How much energy does it take to pull the next electron off a nickel ion, and can the answer be had with a pencil? The ionisation energy (IE) climbs from 7.3 eV for the atom to 10.7 keV for the last electron, yet from Ni10+ upward electron counting reproduces it to about 1 %. The values below are LDA total-energy differences, scalar-relativistic and without spin–orbit coupling. "Highest level" names the top occupied orbital and its spin, and the last column is the computed IE less the NIST entry.

Nickel atom and ions in NIST's ground configurations, computed with Quantum ESPRESSO 7.5 (ld1.x) using all-electron, scalar-relativistic, spin-polarised Kohn–Sham LDA (VWN5 correlation). Densities are spherical, open shells are filled at highest spin and the nucleus is a point. Each ionisation energy is the difference of total energies on removing one electron.

| species | Z | charge (e) | electrons | configuration | electron removed from | ionisation energy (eV) | highest level mean radius (bohr) | highest level | NIST table (eV) | kind of table value | stated uncertainty (eV) | computed less table (eV) |
| --- | --- | --- | --- | --- | --- | --- | --- | --- | --- | --- | --- | --- |
| Ni | 28 | 0 | 28 | [Ar] 3d8 4s2 | 4s | 7.26729 | 2.8208 | 4s down | 7.639878 | measured | 1.7e-05 | -0.373 |
| Ni+ | 28 | 1 | 27 | [Ar] 3d9 | 3d | 19.9460 | 1.0827 | 3d down | 18.168838 | measured | 2.5e-05 | 1.78 |
| Ni6+ | 28 | 6 | 22 | [Ar] 3d4 | 3d | 134.474 | 0.75071 | 3d up | 132 | theory | 2 | 2.47 |
| Ni7+ | 28 | 7 | 21 | [Ar] 3d3 | 3d | 162.907 | 0.71946 | 3d up | 162 | theory | 2.1 | 0.907 |
| Ni10+ | 28 | 10 | 18 | [Ne] 3s2 3p6 | 3p | 320.366 | 0.67338 | 3p | 319.5 | semi-empirical | 0.7 | 0.866 |
| Ni11+ | 28 | 11 | 17 | [Ne] 3s2 3p5 | 3p | 352.355 | 0.66155 | 3p down | 351.6 | semi-empirical | 0.3 | 0.755 |
| Ni13+ | 28 | 13 | 15 | [Ne] 3s2 3p3 | 3p | 427.044 | 0.63648 | 3p up | 429.3 | semi-empirical | 0.8 | -2.26 |
| Ni14+ | 28 | 14 | 14 | [Ne] 3s2 3p2 | 3p | 461.840 | 0.62610 | 3p up | 462.8 | semi-empirical | 1.1 | -0.960 |
| Ni15+ | 28 | 15 | 13 | [Ne] 3s2 3p1 | 3p | 496.708 | 0.61616 | 3p up | 495.4 | semi-empirical | 1.7 | 1.31 |
| Ni17+ | 28 | 17 | 11 | [Ne] 3s1 | 3s | 608.515 | 0.60863 | 3s up | 607.02 | semi-empirical | 0.019 | 1.49 |
| Ni18+ | 28 | 18 | 10 | [He] 2s2 2p6 | 2p | 1545.32 | 0.21071 | 2p | 1540.1 | measured | 0.5 | 5.22 |
| Ni19+ | 28 | 19 | 9 | [He] 2s2 2p5 | 2p | 1648.61 | 0.20731 | 2p down | 1646 | semi-empirical | 3 | 2.61 |
| Ni20+ | 28 | 20 | 8 | [He] 2s2 2p4 | 2p | 1751.54 | 0.20413 | 2p down | 1758 | semi-empirical | 4 | -6.46 |
| Ni22+ | 28 | 22 | 6 | [He] 2s2 2p2 | 2p | 2005.90 | 0.19651 | 2p up | 2008.1 | semi-empirical | 1.3 | -2.20 |
| Ni23+ | 28 | 23 | 5 | [He] 2s2 2p1 | 2p | 2117.29 | 0.19367 | 2p up | 2130.5 | semi-empirical | 0.9 | -13.2 |
| Ni24+ | 28 | 24 | 4 | [He] 2s2 | 2s | 2289.21 | 0.22363 | 2s | 2295.6 | semi-empirical | 2.1 | -6.39 |
| Ni25+ | 28 | 25 | 3 | [He] 2s1 | 2s | 2397.59 | 0.22130 | 2s up | 2399.259 | theory | 0.007 | -1.66 |
| Ni27+ | 28 | 27 | 1 | 1s1 | 1s | 10748.1 | 0.052938 | 1s up | 10775.395 | theory | 0.0004 | -27.3 |

The rule treats the departing electron as hydrogen-like, IE = 13.6 eV × (Z − s)²/n², with nuclear charge Z = 28, principal quantum number n and screening s. Each other electron of the same n adds 0.70 to s. Each electron of lower n adds 0.80 if an s electron leaves and 0.85 if a p electron leaves; by the usual argument s orbitals penetrate the core more deeply. For s levels the result is multiplied by the hydrogenic relativistic factor 1 + (Zα)²(n − 3/4)/n², with α ≈ 1/137, which adds about 1 % and is only approximate in a screened ion.

The 0.70 is twice Slater's 0.35, for a reason. Let k electrons share a shell, see a core-screened charge A and screen one another by σ. Their binding energy in units of 13.6 eV/n² is k[A − σ(k − 1)]². Subtracting the same expression for k − 1 electrons gives A² − 4σA(k − 1) plus terms in σ², which matches [A − 2σ(k − 1)]² to first order. The model shares each pair's repulsion between its two electrons, σ to each, but the electron that leaves takes the whole of it away. This counting holds with frozen orbitals; the relaxation of the ion left behind is a separate, second-order gain. An orbital's size should feel only σ. Read through the hydrogenic ⟨r⟩ = [3n² − l(l + 1)]/2Z′ bohr, with l the angular momentum, the 3p radii give a charge Z′ that falls by 0.345 per added electron, while the charge read from IE falls by 0.714. For 2p the pair is 0.418 and 0.727. That supports a factor near two without fixing it.

Take Ni18+, 1s² 2s² 2p⁶, losing a 2p electron. Seven partners and two inner electrons give s = 7 × 0.70 + 2 × 0.85 = 6.60, so (21.4)² × 13.606/4 = 457.96 × 3.4014 = 1557.7 eV. This is 0.8 % above the computed 1545.3 eV and 1.1 % above the measured 1540.1 eV. For Ni17+, one 3s electron over ten inner ones, s = 8.00 and 400 × 1.5117 × 1.0104 = 611.0 eV, 0.4 % above the computed 608.5 eV. The computed jump between the two, a factor of 2.54, is mostly the 9/4 from n²; in the rule the remaining 1.13 comes about equally from two changes: the leaving electron is itself one of the ten former screeners, and its seven partners screen by 0.70 each in place of 0.80. Within a subshell, Z − s grows by about 0.7 per electron removed; where removal passes from p to s the rule's step is larger, 1.2 from Ni15+ to Ni16+ and 0.8 from Ni23+ to Ni24+.

Both worked rows helped to set the constants, which are round values close to a least-squares fit of s on the fourteen rows with charge 10 or more (0.715, 0.803, 0.840). They trade against each other and absorb the σ² terms and the relativistic shift of p levels, so their second digits carry no physics. Over those rows the rule misses the calculation by 0.7 % rms and NIST by 0.9 %, worst at Ni13+ (−1.3 % and −1.8 %); most of these NIST entries are semi-empirical. Four ions of the same calculation kept out of the fit (Ni12+, Ni16+, Ni21+, Ni26+) come within about 0.8 %. Slater's rules, unfitted and applied to total energies, do as well for 2p but fall 4 to 8 % short for 3s and 3p. The output printed after this text lists every row.

What the rule misses has a pattern. It lies above the calculation for every p⁴ to p⁶ ion and below it for every p¹ to p³ ion. At half filling the highest level changes from spin down to spin up, and the standard explanation is exchange: a majority-spin electron gives up more of it on leaving. The computed 3p energies rise by 32.2, 42.5 and 34.8 eV from p⁵ to p², and NIST shows the same bump. In 2p the calculation again has it (103, 142, 112 eV) but NIST does not (112, 122, 128 eV). Spin–orbit coupling, absent from the run, fits the difference. To first order it lowers the Hund ground levels of p¹ to p⁶ by ζ, ζ, 0, ζ/2, ζ/2 and 0, with ζ the 2p coupling constant, so the computed IE less the true one should run −ζ, 0, +ζ, −ζ/2, 0, +ζ/2. The errors found are −13.2, −2.20, +13.8, −6.46, +2.61 and +5.22 eV: roughly that pattern with ζ near 13 eV. But Ni24+, which loses a 2s electron and has no first-order spin–orbit shift, is off by −6.39 eV, well beyond its NIST uncertainty of 2.1 eV. Other errors can thus be as large as the ζ/2 terms, and the match is suggestive, not proof. No run with spin–orbit coupling was made. An exchange correction tuned to the calculation would therefore mislead for real 2p ions.

Ni27+ tests no screening constant, and there the rule (10778 eV) is nearer the theoretical NIST value of 10775 eV than the computed 10748 eV. For one electron the Hartree and exchange–correlation energies should cancel; the run leaves 32.4 eV, and adding it back gives 10780.5 eV, against 10780.6 eV from the point-nucleus Dirac formula. That formula is itself 5.2 eV above NIST, as expected without QED, nuclear-size and recoil terms; the rule's truncated factor happens to close about half of the gap.

Ni7+ shows where the rule ends. Counting 3s and 3p as partners gives Z − s = 12.5 and 236 eV, 45 % above the computed 163 eV; letting all eighteen argon-core electrons screen fully lands 31 % below. The 3d orbital doesn't lie outside 3p, since their mean radii in this run are 0.72 and 0.71 bohr, but its mean 1/r is about a tenth smaller, as theory argues for a nodeless orbital held off the nucleus by the centrifugal barrier. One new constant would not cure this: the core screening is off, and the charge lost per added d electron is not 0.70 but 0.95 between d³ and d⁴ and 1.27 between d⁸ and d⁹. A d rule would need its own core and partner constants, which these few rows cannot test.

Low charge also magnifies mistakes, as δIE/IE = 2δs/(Z − s): an error of 0.1 in s costs 0.8 % at Ni23+ and 5.5 % at Ni+. For Ni+ and neutral Ni the rule is five times too high. Neutral Ni is not even a one-electron removal, as 3d⁸4s² goes to 3d⁹, and the calculation itself is 4.9 % below the measured value there and 9.8 % above it for Ni+; both signs are what LDA's known bias toward d-rich configurations and the unresolved d⁸ terms would give, though neither is tested here. Magnification is not what ends the rule at Ni6+, though: 0.1 in s costs 2.1 % there against 1.4 % at Ni10+, while the rule's Z − s is 11.80 against the 9.43 read from the computed IE, where Ni10+ has 14.60 against 14.56. The break comes with 3d removal. Whether the rule would hold for s and p removal at low charge without 3d electrons, these rows cannot say. The tested range is s and p removal from Ni10+ upward, for this element alone.

Numerical output:

```
Ry 13.6057 eV; screening used: same n 0.7, inner for s 0.8, inner for p (and d) 0.85
least squares, charge >= 10: same n 0.715, inner s 0.803, inner p 0.840; table rounding <= 0.0005 %
ion shell | Z-s from IE, Z-s rule | rule eV | rule-calc %, rule-NIST %, calc-NIST %, NIST unc % | Slater-calc %
Ni    4s |   2.91   6.50 |     36.2 | +398.57 +374.25 -4.88 0.00 | +129.4
Ni+   3d |   3.63   8.30 |    104.1 | +422.13 +473.20 +9.78 0.00 |  -20.1
Ni6+  3d |   9.43  11.80 |    210.5 |  +56.53  +59.47 +1.87 1.52 |  -31.5
Ni7+  3d |  10.38  12.50 |    236.2 |  +45.00  +45.81 +0.56 1.30 |  -32.0
Ni10+ 3p |  14.56  14.60 |    322.2 |   +0.59   +0.86 +0.27 0.22 |   -6.7
Ni11+ 3p |  15.27  15.30 |    353.9 |   +0.43   +0.65 +0.21 0.09 |   -5.7
Ni13+ 3p |  16.81  16.70 |    421.6 |   -1.27   -1.79 -0.53 0.19 |   -5.7
Ni14+ 3p |  17.48  17.40 |    457.7 |   -0.90   -1.10 -0.21 0.24 |   -4.8
Ni15+ 3p |  18.13  18.10 |    495.3 |   -0.29   -0.03 +0.26 0.34 |   -3.8
Ni17+ 3s |  19.96  20.00 |    611.0 |   +0.41   +0.66 +0.25 0.00 |   -8.4
Ni18+ 2p |  21.31  21.40 |   1557.7 |   +0.80   +1.14 +0.34 0.03 |   -0.7
Ni19+ 2p |  22.02  22.10 |   1661.3 |   +0.77   +0.93 +0.16 0.18 |   -0.3
Ni20+ 2p |  22.69  22.80 |   1768.2 |   +0.95   +0.58 -0.37 0.23 |   +0.2
Ni22+ 2p |  24.28  24.20 |   1992.0 |   -0.69   -0.80 -0.11 0.06 |   -0.9
Ni23+ 2p |  24.95  24.90 |   2108.9 |   -0.40   -1.01 -0.62 0.04 |   -0.5
Ni24+ 2s |  25.77  25.70 |   2275.9 |   -0.58   -0.86 -0.28 0.09 |   -2.7
Ni25+ 2s |  26.38  26.40 |   2401.6 |   +0.17   +0.10 -0.07 0.00 |   -1.9
Ni27+ 1s |  27.96  28.00 |  10778.2 |   +0.28   +0.03 -0.25 0.00 |   -0.8
charge >= 10, rule vs calc: rms 0.68 %, worst Ni13+ -1.27 %
charge >= 10, rule without s factor vs calc: rms 0.91 %, worst Ni24+ -1.86 %
charge >= 10, rule vs NIST: rms 0.88 %, worst Ni13+ -1.79 %
charge >= 10, calc vs NIST: rms 0.31 %, worst Ni23+ -0.62 %
charge >= 10, Slater vs calc: rms 4.06 %, worst Ni17+ -8.42 %
charge >= 10, net charge q+1 vs calc: rms 22.30 %, worst Ni10+ -42.90 %
ions outside fit, rule eV (vs calc): Ni12+ 387.0 (+0.64 %); Ni16+ 569.0 (-0.18 %); Ni21+ 1878.4 (-0.81 %); Ni26+ 10246.0 (-0.25 %)
worked Ni17+: same n 0, inner 10, s 8.00, (Z-s)^2 400.00, Ry/n^2 1.5117, factor 1.0104, rule-calc +2.5 eV, rule-NIST +4.0 eV
worked Ni18+: same n 7, inner 2, s 6.60, (Z-s)^2 457.96, Ry/n^2 3.4014, factor 1.0000, rule-calc +12.4 eV, rule-NIST +17.6 eV
jump Ni18+/Ni17+: calc 2.539, rule 2.549, n^2 part 2.25, remainder 1.129
2p charge lost per added electron: from IE 0.727, from hydrogenic radius 0.418, ratio 1.74
3p charge lost per added electron: from IE 0.714, from hydrogenic radius 0.345, ratio 2.07
3p steps p5-p4-p3-p2 eV: calc [32.2 42.5 34.8] NIST [32.9 44.8 33.5]
2p steps p5-p4-p3-p2 eV: calc [102.9 142.3 112.1] NIST [112.  122.  128.1] ; Ni21+ calc-NIST +13.8
3d charge lost per electron from IE: d3-d4 0.95, d4-d8 1.13, d8-d9 1.27
3d with all 18 core electrons screening fully, vs calc: Ni7+ -31 %, Ni6+ -30 %, Ni+ +47 %
IE error for 0.1 error in s: Ni23+ 0.8 %, Ni10+ 1.4 %, Ni6+ 2.1 %, Ni+ 5.5 %
Ni27+ eV: Z^2 Ry 10666.9, Dirac 10780.6, self-interaction 32.4, calc+that 10780.5, Dirac-NIST 5.2
calc within NIST uncertainty: Ni7+, Ni14+, Ni15+, Ni19+
```
